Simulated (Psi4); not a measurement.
**CH5AlO2 (SMILES [CH3][Al]([OH])[OH]): methods side by side**

The species is CH5AlO2 (9 atoms), meant as a singlet with charge 0. SMILES: `[CH3][Al]([OH])[OH]`. Geometry: optimised at PBE0/def2-TZVP. This is one conformer, not always the lowest.

```xyz
9

C    -0.0442    1.0242   -0.9526
Al    0.0049   -0.4148    0.3381
O     0.9475   -1.7847   -0.0044
O    -0.8893   -0.2675    1.7740
H    -0.2545    0.6457   -1.9563
H    -0.8020    1.7679   -0.6985
H     0.9224    1.5338   -1.0036
H     1.0474   -2.5463    0.5621
H    -0.9217   -0.9181    2.4719
```

Each level gives the dipole moment (D). The values are calculated.

```json
{"level": "PBE-D4/def2-TZVPP (density fitting)", "kind": "GGA", "program": "Psi4", "value (D)": "1.53", "CPU time": "44 s"}
{"level": "r2SCAN-D4/def2-TZVPP (density fitting)", "kind": "meta-GGA", "program": "Psi4", "value (D)": "1.62", "CPU time": "2 min"}
{"level": "B3LYP-D4/def2-TZVPP (density fitting)", "kind": "global hybrid", "program": "Psi4", "value (D)": "1.63", "CPU time": "43 s"}
{"level": "PBE0-D4/def2-TZVPP (density fitting)", "kind": "global hybrid", "program": "Psi4", "value (D)": "1.60", "CPU time": "45 s"}
{"level": "wB97M-V/def2-TZVPP (density fitting)", "kind": "range-separated hybrid", "program": "Psi4", "value (D)": "1.67", "CPU time": "2.1 min"}
```

The values span 1.53 to 1.67 D. Magnitudes only. CPU times are rough (shared hosts, several kinds of processor and program).

All five functionals describe a moderately polar molecule, with the dipole moment running from 1.53 D with PBE to 1.67 D with wB97M-V. The moderate size probably reflects cancellation rather than weakly polar bonds. Aluminium is much more electropositive than carbon or oxygen, but its three bonds lie nearly in a plane at roughly trigonal angles, so the Al–C contribution largely opposes the resultant of the two Al–O bonds. Both O–H bonds point away from the methyl group and reinforce each other, which suggests that they account for much of the remaining moment.

The lower PBE value may reflect a slightly more even charge distribution across the polar bonds. Exact exchange alone does not order the results, however: r2SCAN, which has none, gives 1.62 D, above PBE0 at 1.60 D and almost level with B3LYP. The close agreement supports the overall polarity but, without a correlated wavefunction or experimental reference, does not show which functional is most accurate.
